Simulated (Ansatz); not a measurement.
**How basis sets differ on CH6BCl2N (SMILES C[B-]([NH3+])(Cl)Cl)**

CH6BCl2N: 11 atoms, total charge 0, spin state singlet. SMILES: `C[B-]([NH3+])(Cl)Cl`. The coordinates come from a PBE0-D4/def2-TZVP relaxation.

Quantity: the dipole moment, in D. The values are calculated.

```json
{"level": "HF/STO-3G", "kind": "Hartree–Fock", "program": "Ansatz", "value (D)": "7.57"}
{"level": "HF/3-21G", "kind": "Hartree–Fock", "program": "Ansatz", "value (D)": "7.44"}
{"level": "HF/6-31G", "kind": "Hartree–Fock", "program": "Ansatz", "value (D)": "7.20"}
{"level": "HF/def2-SVP", "kind": "Hartree–Fock", "program": "Ansatz", "value (D)": "6.52"}
```

The values span 6.52 to 7.57 D. Sets without polarisation functions give poor dipoles.

The dipole falls at every step from STO-3G to def2-SVP, but the drop from 7.20 to 6.52 D at the last step exceeds the whole spread among the other three sets. As all four share one geometry, the change is purely electronic. The molecule is an ammonia adduct of a chloroborane: donation from nitrogen to boron and the polar B–Cl and N–H bonds all push charge from the ammonia end towards the chlorines, so the dipole is large in every basis. The d functions on the heavy atoms and p functions on hydrogen let the chlorine lone pairs and the bonding density distort towards neighbouring nuclei, which probably offsets part of this charge separation. Splitting the valence shell adds radial freedom but not this angular freedom, in keeping with the smaller changes among the first three sets. The last step also changes the underlying s and p functions, so the drop can't be assigned to polarisation alone. Whether 6.52 D is near the Hartree–Fock limit remains open without a larger set that includes diffuse functions.
